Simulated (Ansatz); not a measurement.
## Ti₃Zn: energy above lowest point and pressure against volume scale

Results calculated with Ansatz 0.2.0, not measured. Free energy against uniform scaling of the volume at fixed shape and fractions; periodic cell, basis, potentials, k mesh and filling as listed.

The cell before it is scaled or strained (space group Pm-3m, No. 221):
```
Ti3Zn
1.0
      4.0038     0.0000     0.0000
      0.0000     4.0038     0.0000
      0.0000     0.0000     4.0038
Ti Zn
3 1
Direct
  0.00000 0.50000 0.50000
  0.50000 0.00000 0.50000
  0.50000 0.50000 0.00000
  0.00000 0.00000 0.00000
```

Settings of every row: functional r2SCAN; dispersion none; potentials PAW; wave cutoff 500 eV; density cutoff 2000 eV; k mesh 6x6x6; k shift 0x0x0; occupations fermi dirac; smearing width 0.05 eV; spin none.

Limits: coarse k mesh, up to 40 meV an atom off; the cell comes from a prototype or a list of computed structures and needn't be the stable phase.

```
row  volume scale  V (Å³/atom)  energy above lowest point (meV/atom)  pressure (GPa)
  1          0.88        14.12                                  98.5           18.53
  2          0.92       14.762                                  39.9           10.98
  3          0.96       15.404                                   8.7            4.79
  4             1       16.046                                     0           -0.27
  5          1.04       16.687                                   9.7           -4.43
  6          1.08       17.329                                     ?               ?
  7          1.12       17.971                                  71.9           -10.7
```

Question: what energy above lowest point and pressure should row 6 give?

Worked fit of energy above lowest point. Take u = (V_r/V)^(2/3) − 1 with V_r = 15.725 Å³ an atom, which is twice the finite (Eulerian) strain; such expansions in the strain, on which the Birch-Murnaghan equation of state is built, carry the rest volume and the bulk modulus. The shown rows have u = 0.07441, 0.04303, 0.01384, -0.01338, -0.03881, -0.08516. Least squares give energy above lowest point = 1.82 + 314 × u + 13292 × u² − 681 × u³ meV/atom; a parabola predicts inner rows, each left out in turn, worse (root mean square 0.11 against 0.017 meV/atom). All shown rows lie on it to the printed digit. Its lowest point lies at u = -0.0118, or V = 16.01 Å³ an atom, and the curvature there gives the bulk modulus at fixed shape and fractions, B = (4/9)(1 + u)² E″(u)/V = 116 GPa. The withheld row has u = -0.0627, so the fit gives 1.82 + 314 × (-0.0627) + 13292 × (-0.0627)² − 681 × (-0.0627)³ = 34.6 meV/atom.

The calculation gave 34.5 meV/atom. The fit lies 0.1 meV/atom (0.1 % of the column's range) above it, one unit of the last digit.

Worked fit of pressure. Take u = (V_r/V)^(2/3) − 1 with V_r = 15.725 Å³ an atom, which is twice the finite (Eulerian) strain; such expansions in the strain, on which the Birch-Murnaghan equation of state is built, carry the rest volume and the bulk modulus. The shown rows have u = 0.07441, 0.04303, 0.01384, -0.01338, -0.03881, -0.08516. Least squares give pressure = 2.138 + 185.86 × u + 439.3 × u² + 317 × u³ GPa; a parabola predicts inner rows, each left out in turn, worse (root mean square 0.052 against 0.0084 GPa). The rows lie off it by 0.00, 0.01, -0.01, 0.00, 0.00, 0.00. The pressure vanishes at u = -0.0118, or V = 16.01 Å³ an atom, and there the bulk modulus at fixed shape and fractions is B = −V dP/dV = (2/3)(1 + u) dP/du = 116 GPa. The withheld row has u = -0.0627, so the fit gives 2.138 + 185.86 × (-0.0627) + 439.3 × (-0.0627)² + 317 × (-0.0627)³ = -7.87 GPa.

The calculation gave -7.86 GPa. The fit lies 0.01 GPa (0.034 % of the column's range) below it, one unit of the last digit.
